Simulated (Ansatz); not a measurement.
From C to Sn: the atomisation energy (no zero-point term)

One atom is swapped for its congeners: C2H2N `[CH2]C#N`; SiH2(CN); GeH2(CN); SnH2(CN). All are doublets with charge 0.

Shapes, held fixed at every level: PBE0-D4/def2-TZVP. Programs: Ansatz 0.2.0. Values in eV.

How should the atomisation energy change along the series?

At B2PLYP/def2-TZVPP the atomisation energy falls at every step, from 22.21 to 16.63 eV. Every level shows the same order. Spin contamination: C2H2N (⟨S²⟩ up to 0.93), SiH2(CN) (⟨S²⟩ up to 0.82), GeH2(CN) (⟨S²⟩ up to 0.80). Open shells run unrestricted unless RO is named. For atoms past krypton def2 sets carry core potentials with scalar relativity. Relativity is left out for Ge unless named. Correlated rows may include outer-core shells of Ge, Sn, which these sets cover unevenly. Spin-orbit coupling, which grows down the group, is left out (summed over each molecule's free atoms 0.01, 0.02, 0.12, 0.31 eV).

| level | C2H2N | SiH2(CN) | GeH2(CN) | SnH2(CN) |
| --- | --- | --- | --- | --- |
| HF/def2-SVP | 15.74 | 12.82 | 11.73 | 10.57 |
| B3LYP-D4/def2-TZVPP | 22.48 | 19.03 | 17.86 | 16.79 |
| BHLYP-D4/def2-TZVPP | 21.40 | 18.15 | 16.98 | 15.93 |
| PBE0-D4/def2-TZVPP | 22.55 | 18.90 | 17.81 | 16.69 |
| r2SCAN0-D4/def2-TZVPP | 21.81 | 18.38 | 17.29 | 16.13 |
| wB97M-V/def2-TZVPP | 22.32 | 18.94 | 17.83 | 16.83 |
| B2PLYP/def2-TZVPP | 22.21 | 18.85 | 17.76 | 16.63 |

The atomisation energy falls from carbon to tin in every row, and the step from carbon to silicon is by far the largest. Since the CN unit is common to all four radicals, the decline mainly reflects weaker bonds from the central atom to hydrogen and to the cyano carbon. Carbon's compact 2s and 2p orbitals are similar in size and overlap well with both partners. In the heavier congeners the valence p orbitals are more diffuse and hybridise less effectively with s, and greater bond polarity only partly compensates. Carbon probably also gains more from delocalisation of the unpaired electron into the CN π system, which adds to the first drop.

Hartree–Fock keeps the order but binds all four molecules much less, probably chiefly because it misses the correlation energy gained on pairing electrons, notably in the CN multiple bond. Spin–orbit stabilisation of the free atoms would lower the tin value most, reinforcing the trend. These totals don't separate the hydride bonds from the bond to cyanide, so they give no individual bond strengths.
